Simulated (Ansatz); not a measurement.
## A series in volume scale on Li

Periodic Kohn-Sham DFT of a crystal at fixed atoms, scaled to volume_scale times the given cell; pressure positive in compression, energy less spherical unpolarised free atoms, largest_vzz the field gradient of largest size among the nuclei. The results are calculated, by Ansatz 0.2.0.

The cell before it is scaled or strained (space group Im-3m, No. 229):
```
Li
1.0
     -1.7500     1.7500     1.7500
      1.7500    -1.7500     1.7500
      1.7500     1.7500    -1.7500
Li
1
Direct
  0.00000 0.00000 0.00000
```

Settings of every row: method all-electron LAPW; functional LDA; relativity scalar; k mesh 13x13x13; filling fermi-dirac; smearing width 0.05 eV; basis error target 0.25 meV/atom; nucleus gaussian.

Atom start moment: 0 on all atoms.

```csv
row,volume scale,V (Å³/atom),pressure (GPa),energy less free atoms (eV/atom)
1,0.94,20.151,-0.813,-2.0389
2,0.96,20.58,-1.062,-2.0364
3,0.98,21.009,-1.288,-2.0332
4,0.99,21.223,-1.393,-2.0314
5,1,21.438,-1.494,-2.0295
6,1.01,21.652,-1.589,-2.0274
7,1.02,21.866,?,?
8,1.04,22.295,-1.85,-2.0205
9,1.06,22.724,-2.004,-2.0153
```

Question: what pressure and energy less free atoms should row 7 give?

Worked fit of pressure. Take u = (V_r/V)^(2/3) − 1 with V_r = 21.331 Å³ an atom, which is twice the finite (Eulerian) strain; such expansions in the strain, on which the Birch-Murnaghan equation of state is built, carry the rest volume and the bulk modulus. The shown rows have u = 0.03867, 0.02418, 0.01019, 0.00339, -0.00333, -0.00991, -0.02904, -0.0413. Least squares give pressure = −1.4442 + 14.981 × u + 34.63 × u² GPa; a straight line predicts inner rows, each left out in turn, worse (root mean square 0.018 against 0.00026 GPa). All shown rows lie on it to the printed digit. The withheld row has u = -0.01638, so the fit gives −1.4442 + 14.981 × (-0.01638) + 34.63 × (-0.01638)² = -1.680 GPa.

The calculation gave -1.68 GPa. The fit meets it to the printed digit.

Worked fit of energy less free atoms. Take u = (V_r/V)^(2/3) − 1 with V_r = 21.331 Å³ an atom, which is twice the finite (Eulerian) strain; such expansions in the strain, on which the Birch-Murnaghan equation of state is built, carry the rest volume and the bulk modulus. The shown rows have u = 0.03867, 0.02418, 0.01019, 0.00339, -0.00333, -0.00991, -0.02904, -0.0413. Least squares give energy less free atoms = −2.03046 − 0.29 × u + 1.857 × u² eV/atom; a straight line predicts inner rows, each left out in turn, worse (root mean square 0.00097 against 2.8e-05 eV/atom). All shown rows lie on it to the printed digit. The withheld row has u = -0.01638, so the fit gives −2.03046 − 0.29 × (-0.01638) + 1.857 × (-0.01638)² = -2.0252 eV/atom.

The calculation gave -2.0252 eV/atom. The fit meets it to the printed digit.
